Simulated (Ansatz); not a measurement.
From B to In: the atomisation energy (no zero-point term)

One atom is swapped for its congeners: BI3 (boron triiodide) `IB(I)I`; AlI3 `[I][Al]([I])[I]`; GaI3 (gallium(iii) iodide) `[I][Ga]([I])[I]`; InI3 (indium triiodide) `[I][In]([I])[I]`. All are singlets with charge 0.

Shapes, held fixed at every level: PBE0-D4/def2-TZVP. Programs: Ansatz 0.2.0. Values in eV.

| level | BI3 | AlI3 | GaI3 | InI3 |
| --- | --- | --- | --- | --- |
| HF/def2-TZVPP | 6.43 | 7.03 | 5.85 | 5.39 |
| BHLYP-D4/def2-TZVPP | 9.31 | 9.24 | 8.05 | 7.44 |
| r2SCAN0-D4/def2-TZVPP | 9.86 | 9.68 | 8.47 | 7.80 |
| wB97M-V/def2-TZVPP | 9.63 | 9.39 | 8.06 | 7.54 |
| MP2/def2-TZVPP | 10.52 | 10.13 | 9.04 | 8.14 |
| CCSD(T)/def2-TZVPP | 9.58 | 9.38 | 8.34 | 7.57 |

At CCSD(T)/def2-TZVPP the atomisation energy falls at every step, from 9.58 to 7.57 eV. 5 of 6 levels show this order throughout; 5 agree on the largest and the smallest. For atoms past krypton def2 sets carry core potentials with scalar relativity. Relativity is left out for Ga unless named. Correlated rows may include outer-core shells of Ga, I, In, which these sets cover unevenly. Spin-orbit coupling, which grows down the group, is left out (summed over each molecule's free atoms 0.94, 0.95, 1.01, 1.13 eV).

The firm result is the weakening from AlI3 through GaI3 to InI3, which every level reproduces. The order of BI3 and AlI3 is less secure: their CCSD(T) values lie close together, and Hartree-Fock reverses them. Correlation adds most to the binding in BI3, probably because three large, polarisable iodines are packed around a small boron atom.

The near-tie suggests a balance of effects. Boron forms short, covalent bonds with some iodine-to-boron π donation, but pays for crowding; aluminium has less effective overlap but gains from greater bond polarity. The marked drop at gallium fits the poor shielding by its filled 3d shell, which holds the 4s pair tightly and makes the trivalent state costlier to reach from the free atom. In indium, more diffuse valence orbitals weaken the overlap further.

Because atomisation breaks all three bonds, these energies reflect average bond strength and don't rank the iodides by Lewis acidity or ease of losing the first iodine.
